**Addition energies of a parabolic dot with a central charge: charging plus level gap**

The table holds chemical potentials, highest eigenvalues and levels, unpaired electrons, rms radii and addition energies for 1 to 30 electrons in a spherical parabolic well (omega 3.27 hartree\*, central charge 2), from spin-polarised LDA-PW92 with m-averaged shells and greedy filling. The program splits each addition energy into a charging term, taken from eigenvalue minus chemical potential by Janak's theorem, and an excess, which it compares with the gaps of the bare oscillator, of the unscreened well plus charge, and of the self-consistent runs with 1 and 22 electrons. The excess vanishes within rounding inside spin subshells and is 4.68, 2.04, 0.81 and 2.43 hartree\* at 2, 8, 10 and 20 electrons; the oscillator misses these by 0.8 to 1.4 and the unscreened gaps between the same levels by 0.5 to 1.2. Spin-flip steps of 0.1 to 0.5 hartree\* appear at 1, 5, 9 and 15 electrons, while the bump of 0.04 at 27 is a change from 1f up to 2p up in a region where a lower filling is not excluded. The charging background follows the inverse rms radius to 4.5 % rms with a fitted prefactor of 0.727, against 13.7 % for a constant, and is worst at three electrons.

Spherical dot in a well ω²r²/2 (ω = 3.27 hartree*) with a central point charge of 2 e, calculated with the radks radial solver and Libxc 2 in spin-polarised LDA (PW92) with spherical densities. Levels are numbered by radial order for each l, and the greedy filling can miss a lower state. The chemical potential is E(N)-E(N-1) and the addition energy E(N+1)+E(N-1)-2E(N).

## Analysis program

```python
# Table: spherical parabolic dot (omega 3.27, central charge 2), radks, spin-polarised LDA-PW92, N=1..30.
# Tested: addition energy = charging term (from eps - mu, Janak) + level gap; origin of gaps; 1/radius charging.
T = {
    'electrons': [1, 2, 3, 4, 5, 6, 7, 8, 9, 10, 11, 12, 13, 14, 15, 16, 17, 18, 19, 20, 21, 22, 23, 24, 25, 26, 27, 28, 29, 30],
    'chemical_potential': [0.1458, 1.938, 7.74, 8.687, 9.657, 10.91, 11.8, 12.7, 15.61, 16.52, 18.11, 18.86, 19.61, 20.36, 21.11, 22.04, 22.75, 23.46, 24.17, 24.88, 27.98, 28.62, 29.25, 29.89, 30.52, 31.15, 31.78, 32.45, 33.09, 33.73],  # hartree*
    'unpaired_electrons': [1, 0, 1, 2, 3, 2, 1, 0, 1, 0, 1, 2, 3, 4, 5, 4, 3, 2, 1, 0, 1, 2, 3, 4, 5, 6, 7, 8, 9, 10],
    'rms_radius': [0.5295, 0.5573, 0.6735, 0.7323, 0.7713, 0.8028, 0.8283, 0.8503, 0.8857, 0.9155, 0.9429, 0.9668, 0.9881, 1.007, 1.025, 1.042, 1.058, 1.072, 1.086, 1.099, 1.118, 1.134, 1.15, 1.165, 1.179, 1.193, 1.206, 1.218, 1.23, 1.241],  # bohr*
    'highest_eigenvalue': [0.8274, 2.591, 8.206, 9.171, 10.14, 11.35, 12.25, 13.16, 16.01, 16.92, 18.49, 19.24, 19.99, 20.74, 21.48, 22.4, 23.11, 23.82, 24.53, 25.23, 28.3, 28.94, 29.57, 30.2, 30.84, 31.46, 32.09, 32.77, 33.41, 34.05],  # hartree*
    'highest_level': ['1s up', '1s up', '1p up', '1p up', '1p up', '1p down', '1p down', '1p up', '2s up', '2s up', '1d up', '1d up', '1d up', '1d up', '1d up', '1d down', '1d down', '1d down', '1d down', '1d up', '1f up', '1f up', '1f up', '1f up', '1f up', '1f up', '1f up', '2p up', '2p up', '2p up'],
    'addition_energy': [None, 5.802, 0.9474, 0.9692, 1.25, 0.8902, 0.9056, 2.904, 0.9096, 1.593, 0.7537, 0.7517, 0.7481, 0.7437, 0.9339, 0.7129, 0.7115, 0.7088, 0.7053, 3.101, 0.6383, 0.6365, 0.6342, 0.6317, 0.629, 0.6261, 0.6745, 0.6403, 0.6385, None],  # hartree*
}
import numpy as np
from scipy.linalg import eigh_tridiagonal
w, Z = 3.27, 2.0  # settings of the runs
N = np.array(T['electrons'], int); mu = np.array(T['chemical_potential'], float)
eps = np.array(T['highest_eigenvalue'], float); R = np.array(T['rms_radius'], float)
unp = np.array(T['unpaired_electrons'], int)
A = np.array([np.nan if x is None else x for x in T['addition_energy']], float)
A[0] = mu[1] - mu[0]
spin = np.where(np.diff(np.r_[0, unp]) > 0, 'up', 'down')
lev = [str(l).split()[0] + ' ' + s for l, s in zip(T['highest_level'], spin)]
h = eps - mu; ch = h[:-1] + h[1:]; ex = A[:-1] - ch
ins = np.array([i for i in range(1, len(N) - 1) if lev[i] == lev[i + 1]])
print('Energies in hartree*, lengths in bohr*; N=1 addition energy taken as mu(2)-mu(1)')
print('eps-mu: N=1 %.3f, N=4 %.3f, N=13 %.2f, N=30 %.2f' % (h[0], h[3], h[12], h[29]))
k = ins[np.argmax(abs(ex[ins]))]
print('excess = addition - charging, %d rows inside a spin subshell: mean %.3f, worst %.3f (N=%d); rounding allows 0.02' % (len(ins), ex[ins].mean(), ex[k], N[k]))
# one electron in well + unscreened central charge, finite differences
d = 0.001; r = d * np.arange(1, 4501); E = {}
for l, c in enumerate('spdf'):
    diag = 1 / d**2 + l * (l + 1) / (2 * r**2) + 0.5 * w**2 * r**2 - Z / r
    e = eigh_tridiagonal(diag, np.full(len(r) - 1, -0.5 / d**2), eigvals_only=True, select='i', select_range=(0, 1))
    E['1' + c], E['2' + c] = e
print('unscreened levels: ' + ', '.join('%s %.3f' % (s, E[s]) for s in sorted(E, key=E.get)[:6]))
# eigenvalues and energy parts below: further outputs of the same runs, N=1 and N=22
L1 = {'1s': 0.827401, '1p': 6.01281, '2s': 8.51254, '1d': 9.88263}
U22 = {'1s': 21.2175, '1p': 24.2123, '2s': 25.762, '1d': 26.5605, '1f': 28.9365, '2p': 28.9961}
D22 = {'1s': 21.2334, '1p': 24.254, '2s': 25.8071, '1d': 26.6148, '1f': 28.9964}
print('N=1: LDA energy %.4f, one-electron solution %.4f, difference %.4f, Hartree+xc %.4f' % (mu[0], E['1s'], mu[0] - E['1s'], 0.957944 - 0.851793))
print('Change of orbital: N, step, addition, charging, excess | gap: oscillator, unscreened, N=1 run, N=22 run')
q = lambda s: 2 * (int(s[0]) - 1) + 'spdf'.index(s[1])
for n in (2, 8, 10, 20, 27):
    i = n - 1; a, b = lev[i][:2], lev[i + 1][:2]
    g1 = '%.2f' % (L1[b] - L1[a]) if a in L1 and b in L1 else '-'
    g22 = U22[b] - (D22[a] if spin[i] == 'down' else U22[a]); gu = E[b] - E[a]
    print('%2d %s>%s %.3f %.2f %.2f | %.2f %.2f %s %.2f' % (n, lev[i], lev[i + 1], A[i], ch[i], ex[i], w * (q(b) - q(a)), gu, g1, g22))
    print('   gap minus excess: oscillator %+.2f, unscreened %+.2f, N=22 run %+.2f' % (w * (q(b) - q(a)) - ex[i], gu - ex[i], g22 - ex[i]))
print('1p to 1d: excess(8)+excess(10) %.2f, omega %.2f, unscreened %.2f, N=22 up-up %.2f' % (ex[7] + ex[9], w, E['1d'] - E['1p'], U22['1d'] - U22['1p']))
print('2s-1d up gap: N=1 %.2f, N=22 %.2f; peak ratio N=8/N=10 %.2f' % (L1['1d'] - L1['2s'], U22['1d'] - U22['2s'], A[7] / A[9]))
print('N=28 (hydrogenic closure): addition %.4f, N=29 %.4f, excess %.2f' % (A[27], A[28], ex[27]))
print('Spin flip in same orbital: N, step, addition, charging, excess, excess per unpaired electron')
for n in (1, 5, 9, 15):
    i = n - 1
    print('%2d %s>%s %.3f %.2f %.2f %.3f' % (n, lev[i], lev[i + 1], A[i], ch[i], ex[i], ex[i] / unp[i]))
s22 = D22['1f'] - U22['1f']
print('N=27 above mean of neighbours %.4f; unpaired at N=27,28,30: %d %d %d' % (A[26] - (A[25] + A[27]) / 2, unp[26], unp[27], unp[29]))
print('N=22 1f spin splitting %.3f for 2 unpaired; scaled to 7 unpaired roughly %.1f' % (s22, s22 * 3.5))
print('Background, in-subshell rows: range %.4f to %.4f, ratio %.2f' % (A[ins].min(), A[ins].max(), A[ins].max() / A[ins].min()))
c = np.sum(A[ins] / R[ins]) / np.sum(1 / R[ins]**2)
models = [('constant %.3f' % A[ins].mean(), np.full(len(ins), A[ins].mean())),
          ('sqrt(3/5)/rms = %.3f/rms, no fit' % np.sqrt(0.6), np.sqrt(0.6) / R[ins]),
          ('fitted %.3f/rms' % c, c / R[ins])]
for name, p in models:
    e = 100 * (p / A[ins] - 1); o = np.argsort(-abs(e))[:3]
    print('%s: rms error %.1f%%, worst ' % (name, np.sqrt(np.mean(e**2))) + ', '.join('N=%d %+.1f%%' % (N[ins[j]], e[j]) for j in o))
print('addition x rms radius inside each spin subshell:')
for s in dict.fromkeys(lev[i] for i in ins):
    print('  %s: ' % s + ' '.join('%d:%.3f' % (N[i], A[i] * R[i]) for i in ins if lev[i] == s))
assert list(N[1 + np.argsort(-A[1:-1])[:4]]) == [2, 20, 8, 10]
assert np.all(abs(ex[ins]) < 0.02) and np.all(h > 0)
assert ex[1] > w > ex[19] > ex[7] > ex[9] > 0.5
assert unp[27] > unp[26] and ex[26] < 0.5 * ex[14]
```

Output:

```
Energies in hartree*, lengths in bohr*; N=1 addition energy taken as mu(2)-mu(1)
eps-mu: N=1 0.682, N=4 0.484, N=13 0.38, N=30 0.32
excess = addition - charging, 20 rows inside a spin subshell: mean -0.003, worst -0.012 (N=13); rounding allows 0.02
unscreened levels: 1s 0.039, 1p 5.298, 2s 7.807, 1d 9.204, 2p 12.182, 1f 12.815
N=1: LDA energy 0.1458, one-electron solution 0.0392, difference 0.1066, Hartree+xc 0.1062
Change of orbital: N, step, addition, charging, excess | gap: oscillator, unscreened, N=1 run, N=22 run
 2 1s down>1p up 5.802 1.12 4.68 | 3.27 5.26 5.19 2.98
   gap minus excess: oscillator -1.41, unscreened +0.58, N=22 run -1.70
 8 1p down>2s up 2.904 0.86 2.04 | 3.27 2.51 2.50 1.51
   gap minus excess: oscillator +1.23, unscreened +0.47, N=22 run -0.54
10 2s down>1d up 1.593 0.78 0.81 | 0.00 1.40 1.37 0.75
   gap minus excess: oscillator -0.81, unscreened +0.58, N=22 run -0.06
20 1d down>1f up 3.101 0.67 2.43 | 3.27 3.61 - 2.32
   gap minus excess: oscillator +0.84, unscreened +1.18, N=22 run -0.11
27 1f up>2p up 0.674 0.63 0.04 | 0.00 -0.63 - 0.06
   gap minus excess: oscillator -0.04, unscreened -0.68, N=22 run +0.02
1p to 1d: excess(8)+excess(10) 2.86, omega 3.27, unscreened 3.91, N=22 up-up 2.35
2s-1d up gap: N=1 1.37, N=22 0.80; peak ratio N=8/N=10 1.82
N=28 (hydrogenic closure): addition 0.6403, N=29 0.6385, excess 0.00
Spin flip in same orbital: N, step, addition, charging, excess, excess per unpaired electron
 1 1s up>1s down 1.792 1.33 0.46 0.458
 5 1p up>1p down 1.250 0.92 0.33 0.109
 9 2s up>2s down 0.910 0.80 0.11 0.110
15 1d up>1d down 0.934 0.73 0.20 0.041
N=27 above mean of neighbours 0.0413; unpaired at N=27,28,30: 7 8 10
N=22 1f spin splitting 0.060 for 2 unpaired; scaled to 7 unpaired roughly 0.2
Background, in-subshell rows: range 0.6261 to 0.9692, ratio 1.55
constant 0.731: rms error 13.7%, worst N=4 -24.6%, N=3 -22.8%, N=7 -19.3%
sqrt(3/5)/rms = 0.775/rms, no fit: rms error 7.2%, worst N=3 +21.4%, N=4 +9.1%, N=11 +9.0%
fitted 0.727/rms: rms error 4.5%, worst N=3 +13.9%, N=29 -7.5%, N=28 -6.8%
addition x rms radius inside each spin subshell:
  1p up: 3:0.638 4:0.710
  1p down: 6:0.715 7:0.750
  1d up: 11:0.711 12:0.727 13:0.739 14:0.749
  1d down: 16:0.743 17:0.753 18:0.760 19:0.766
  1f up: 21:0.714 22:0.722 23:0.729 24:0.736 25:0.742 26:0.747
  2p up: 28:0.780 29:0.785
```
